**NMR shieldings of a fluorinated ether against simple atomic models**

The table holds GIAO shieldings, paramagnetic parts, spans, shifts and IAO charges for each kind of nucleus in CH$_3$CHF–O–CHF–CHF$_2$, from PySCF at OPBE/6-31G on a GFN2-xTB geometry (one conformer, gas phase, non-relativistic). The program tests the Lamb formula with Slater screening for the diamagnetic part, 2p contraction for the paramagnetic part, straight lines of shift against charge, and an axial picture of the fluorine tensor. The Lamb formula is within 1.4 % of the computed diamagnetic part for F and O, 4 to 9 % high for C and 35 to 39 % low for H, and contraction gives a factor of 1.31 from C1 to C7 against the computed 2.25. Carbon shifts follow IAO charge within 1.5 ppm, but the line depends on the charge scheme and fails for F and H. The middle principal value supplies about 60 % of the fluorine gaps tested, and the implied CFCl$_3$ reference of 143.7 ppm lies well below a rough recalled value of 190.

GIAO shieldings of C4H6F4O, SMILES `C[C@@H](F)O[C@H](F)C(F)F`, from PySCF 2.14.0 with density fitting at the non-relativistic OPBE/6-31G level, for one conformer in the gas phase at its GFN2-xTB geometry. Shifts are relative to TMS for 1H and 13C, CFCl3 for 19F and H2O for 17O, each computed at the same level.

## Script

```python
# Table: GIAO NMR shieldings (ppm), paramagnetic parts, spans, shifts and IAO charges of
# CH3CHF-O-CHF-CHF2; PySCF, OPBE/6-31G, GFN2-xTB geometry, one conformer, gas phase.
# Tested: Lamb formula with Slater screening, 2p contraction (Karplus-Pople), shift against
# charge, an axial picture of the 19F tensor, and the implied reference shieldings.
T = {
    'atom': ['C1', 'C2', 'F3', 'O4', 'C5', 'F6', 'C7', 'F8', 'F9', 'H10', 'H13', 'H14', 'H15'],
    'count': [1, 1, 1, 1, 1, 1, 1, 1, 1, 3, 1, 1, 1],
    'neighbours': ['C H H H', 'C F H O', 'C', 'C C', 'C F H O', 'C', 'C F F H', 'C', 'C', 'C', 'C', 'C', 'C'],
    'shift': [23.1, 107.2, -185.4, 117.0, 104.9, -199.1, 117.3, -175.2, -172.4, 1.7, 6.3, 6.0, 6.2],  # ppm
    'iso': [178.3, 94.3, 329.2, 198.2, 96.6, 342.8, 84.2, 318.9, 316.1, 31.4, 26.7, 27.1, 26.9],  # ppm
    'para': [-71.4, -143.9, -142.6, -201.8, -144.0, -127.5, -160.5, -147.1, -155.7, 2.2, -1.5, -0.5, -0.4],  # ppm
    'span': [40, 58, 149, 79, 53, 137, 37, 156, 166, 10, 6, 5, 5],  # ppm
    'iao': [-0.47, 0.28, -0.29, -0.33, 0.24, -0.29, 0.35, -0.26, -0.25, 0.18, 0.15, 0.17, 0.17],  # e
}
import numpy as np
from scipy.constants import alpha
at = list(T['atom']); ix = {a: i for i, a in enumerate(at)}
sh, iso, pa, sp, q = (np.array(T[k], float) for k in ('shift', 'iso', 'para', 'span', 'iao'))
dia = iso - pa; Z = {'H': 1, 'C': 6, 'O': 8, 'F': 9}
g = {e: [i for i, a in enumerate(at) if a[0] == e] for e in Z}
print('rounding: 0.05 ppm per entry, 0.1 per difference, 0.5 in span, 0.005 e or more in charge')
ref = {e: (sh + iso)[g[e]] for e in Z}
print('reference shielding = shift + shielding (ppm): ' + ', '.join(f'{e} {ref[e].mean():.1f} (spread {np.ptp(ref[e]):.1f})' for e in Z))
assert all(np.ptp(v) < 0.25 for v in ref.values())
zv = lambda z, c: z - 1.7 - 0.35 * (z - 3 - c)      # Slater charge of the 2s2p shell
lamb = lambda z, c: 1e6 * alpha**2 / 3 * ((1 - c) if z == 1 else 2 * (z - 0.3) + (z - 2 - c) * zv(z, c) / 4)
print('atom, diamagnetic, Lamb neutral, error %, Lamb with charge (ppm), <r^-3> (au), implied Q/dE (1/Eh)')
err, r3 = {}, {}
for i, a in enumerate(at):
    z = Z[a[0]]; err[a] = 100 * (lamb(z, 0) / dia[i] - 1); extra = ''
    if z > 1:
        r3[a] = zv(z, q[i])**3 / 24
        extra = f'{r3[a]:6.2f} {-pa[i] / (1e6 * alpha**2 / 2 * r3[a]):6.2f}'
    print(f'{a:4s}{dia[i]:7.1f}{lamb(z, 0):7.1f}{err[a]:+7.1f}{lamb(z, q[i]):7.1f} {extra}')
assert all(abs(v) < 10 for a, v in err.items() if a[0] != 'H')
print('worst Lamb rows: heavy', max(r3, key=lambda a: abs(err[a])), ', all', max(err, key=lambda a: abs(err[a])))
for b in ('C2', 'C5', 'C7'):
    print(f'{b}/C1 ratio: paramagnetic {pa[ix[b]] / pa[ix["C1"]]:.2f}, <r^-3> from charge {r3[b] / r3["C1"]:.2f}')
print(f'mean <r^-3> F/C(2,5,7) {np.mean([r3[at[i]] for i in g["F"]]) / np.mean([r3[at[i]] for i in g["C"][1:]]):.1f}, mean paramagnetic ratio {pa[g["F"]].mean() / pa[g["C"][1:]].mean():.2f}')
def line(name, x, y):
    p = np.polyfit(x, y, 1); r = y - np.polyval(p, x)
    print(f'{name}: slope {p[0]:.0f} ppm/e, residuals ' + ' '.join(f'{v:+.1f}' for v in r) + ' ppm')
    return p[0]
s = line('C shift on IAO charge (C1 C2 C5 C7)', q[g['C']], sh[g['C']]); assert s > 0
line('  same without C1 (C2 C5 C7)', q[g['C'][1:]], sh[g['C'][1:]])
# further outputs of the same calculation: other charges of C1, C2, C5, C7
other = {'Mulliken': [-0.5616, 0.3054, 0.2587, 0.3931], 'Hirshfeld': [-0.1025, 0.134, 0.1047, 0.1364],
         'ESP': [-0.6433, 0.6433, 0.3021, 0.406]}
for k, v in other.items(): line(f'C shift on {k} charge', np.array(v), sh[g['C']])
line('F shift on IAO charge (F3 F6 F8 F9)', q[g['F']], sh[g['F']])
s = line('H shift on IAO charge (H10 H13 H14 H15)', q[g['H']], sh[g['H']]); assert s < 0
print('pair: shielding difference = paramagnetic + diamagnetic (ppm); charge difference (e)')
for a, b in (('C1', 'C2'), ('C1', 'C7'), ('C5', 'C2'), ('C2', 'C7'), ('F6', 'F3'), ('F3', 'F8'), ('F8', 'F9'), ('H10', 'H13'), ('H10', 'H15')):
    i, j = ix[a], ix[b]
    print(f'{a}-{b}: {iso[i] - iso[j]:+.1f} = {pa[i] - pa[j]:+.1f} {dia[i] - dia[j]:+.1f}; {q[i] - q[j]:+.2f}')
# further outputs of the same calculation: principal values of F3, F6, F8, F9; the three methyl H; H13-H15
E = np.array([[241.091, 356.749, 389.635], [255.329, 381.159, 392.001],
              [230.817, 339.504, 386.354], [226.173, 330.315, 391.843]])
me, mh = np.array([31.1126, 31.4324, 31.5392]), np.array([26.7221, 27.0614, 26.8548])
print('F principal values, range over four F (low, middle, high): ' + ' '.join(f'{v:.1f}' for v in np.ptp(E, axis=0)) + ' ppm')
for n, b in ((0, 'F3'), (2, 'F8'), (3, 'F9')):
    d = E[1] - E[n]; ax = -2 / 3 * (sp[ix['F6']] - sp[ix[b]])
    print(f'F6-{b}: {iso[ix["F6"]] - iso[ix[b]]:.1f} ppm, axial model {ax:.1f}, share of middle value {100 * d[1] / d.sum():.0f} %')
off = 190 - ref['F'].mean()   # 190 ppm: rough recalled shielding of CFCl3
print(f'F shifts with a rough recalled reference of 190 (offset {off:+.0f}): ' + ' '.join(f'{v + off:.0f}' for v in sh[g['F']]) + ' ppm')
print(f'static spread of the methyl H {np.ptp(me):.2f} ppm, range of H13-H15 {np.ptp(mh):.2f} ppm, gap of means {me.mean() - mh.mean():.2f} ppm')
```

Output:

```
rounding: 0.05 ppm per entry, 0.1 per difference, 0.5 in span, 0.005 e or more in charge
reference shielding = shift + shielding (ppm): H 33.1 (spread 0.1), C 201.5 (spread 0.1), O 315.2 (spread 0.0), F 143.7 (spread 0.1)
atom, diamagnetic, Lamb neutral, error %, Lamb with charge (ppm), <r^-3> (au), implied Q/dE (1/Eh)
C1    249.7  260.0   +4.1  263.6   1.22   2.19
C2    238.2  260.0   +9.2  257.6   1.56   3.46
F3    471.8  470.4   -0.3  473.8   5.52   0.97
O4    400.0  394.5   -1.4  397.9   3.63   2.09
C5    240.6  260.0   +8.1  258.0   1.54   3.50
F6    470.3  470.4   +0.0  473.8   5.52   0.87
C7    244.7  260.0   +6.3  257.0   1.60   3.77
F8    466.0  470.4   +0.9  473.5   5.56   0.99
F9    471.8  470.4   -0.3  473.3   5.57   1.05
H10    29.2   17.8  -39.2   14.6 
H13    28.2   17.8  -37.1   15.1 
H14    27.6   17.8  -35.7   14.7 
H15    27.3   17.8  -35.0   14.7 
worst Lamb rows: heavy C2 , all H10
C2/C1 ratio: paramagnetic 2.02, <r^-3> from charge 1.28
C5/C1 ratio: paramagnetic 2.02, <r^-3> from charge 1.26
C7/C1 ratio: paramagnetic 2.25, <r^-3> from charge 1.31
mean <r^-3> F/C(2,5,7) 3.5, mean paramagnetic ratio 0.96
C shift on IAO charge (C1 C2 C5 C7): slope 114 ppm/e, residuals +0.0 -1.5 +0.8 +0.6 ppm
  same without C1 (C2 C5 C7): slope 116 ppm/e, residuals -1.4 +0.9 +0.5 ppm
C shift on Mulliken charge: slope 98 ppm/e, residuals -0.0 -1.2 +1.1 +0.2 ppm
C shift on Hirshfeld charge: slope 379 ppm/e, residuals -0.3 -5.9 +2.9 +3.3 ppm
C shift on ESP charge: slope 74 ppm/e, residuals -4.2 -15.5 +7.5 +12.2 ppm
F shift on IAO charge (F3 F6 F8 F9): slope 517 ppm/e, residuals +6.7 -7.0 +1.4 -1.0 ppm
H shift on IAO charge (H10 H13 H14 H15): slope -123 ppm/e, residuals -1.8 -0.9 +1.3 +1.5 ppm
pair: shielding difference = paramagnetic + diamagnetic (ppm); charge difference (e)
C1-C2: +84.0 = +72.5 +11.5; -0.75
C1-C7: +94.1 = +89.1 +5.0; -0.82
C5-C2: +2.3 = -0.1 +2.4; -0.04
C2-C7: +10.1 = +16.6 -6.5; -0.07
F6-F3: +13.6 = +15.1 -1.5; +0.00
F3-F8: +10.3 = +4.5 +5.8; -0.03
F8-F9: +2.8 = +8.6 -5.8; -0.01
H10-H13: +4.7 = +3.7 +1.0; +0.03
H10-H15: +4.5 = +2.6 +1.9; +0.01
F principal values, range over four F (low, middle, high): 29.2 50.8 5.6 ppm
F6-F3: 13.6 ppm, axial model 8.0, share of middle value 60 %
F6-F8: 23.9 ppm, axial model 12.7, share of middle value 58 %
F6-F9: 26.7 ppm, axial model 19.3, share of middle value 63 %
F shifts with a rough recalled reference of 190 (offset +46): -139 -153 -129 -126 ppm
static spread of the methyl H 0.43 ppm, range of H13-H15 0.34 ppm, gap of means 4.48 ppm
```
